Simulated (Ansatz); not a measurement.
## AlRu: energy above lowest point against volume scale

Free energy against uniform scaling of the volume at fixed shape and fractions; periodic cell, basis, potentials, k mesh and filling as listed. The results are calculated, by Ansatz 0.2.0.

The cell before it is scaled or strained (space group Pm-3m, No. 221):
```
CELL_PARAMETERS angstrom
2.99160 0.00000 0.00000
0.00000 2.99160 0.00000
0.00000 0.00000 2.99160
ATOMIC_POSITIONS crystal
Al 0.00000 0.00000 0.00000
Ru 0.50000 0.50000 0.50000
```

Settings of every row: functional LDA; dispersion none; potentials all-electron LAPW; k mesh 10x10x10; k shift 0x0x0; occupations fermi dirac; smearing width 0.1 eV; spin none; SCF threshold exponent -9.

Limits: coarse k mesh, up to 40 meV an atom off.

| row | volume scale | V (Å³/atom) | energy above lowest point (meV/atom) |
| --- | --- | --- | --- |
| 1 | 0.94 | 12.584 | 5.1 |
| 2 | 0.97 | 12.985 | 0 |
| 3 | 1 | 13.387 | 12.3 |
| 4 | 1.03 | 13.789 | ? |
| 5 | 1.06 | 14.19 | 78.5 |

Question: what energy above lowest point should row 4 give?

Worked fit of energy above lowest point. Take u = (V_r/V)^(2/3) − 1 with V_r = 13.186 Å³ an atom, which is twice the finite (Eulerian) strain; such expansions in the strain, on which the Birch-Murnaghan equation of state is built, carry the rest volume and the bulk modulus. The shown rows have u = 0.03164, 0.01029, -0.01003, -0.04774. Least squares give energy above lowest point = 4.17 − 603.6 × u + 19973 × u² meV/atom; a straight line predicts inner rows, each left out in turn, worse (root mean square 20 against 0.16 meV/atom). The rows lie off it by 0.0, -0.1, 0.1, 0.0. Its lowest point lies at u = 0.0151, or V = 12.89 Å³ an atom, and the curvature there gives the bulk modulus at fixed shape and fractions, B = (4/9)(1 + u)² E″(u)/V = 227 GPa. The withheld row has u = -0.02937, so the fit gives 4.17 − 603.6 × (-0.02937) + 19973 × (-0.02937)² = 39.1 meV/atom.

The calculation gave 39.2 meV/atom. The fit lies 0.1 meV/atom (0.13 % of the column's range) below it, one unit of the last digit.
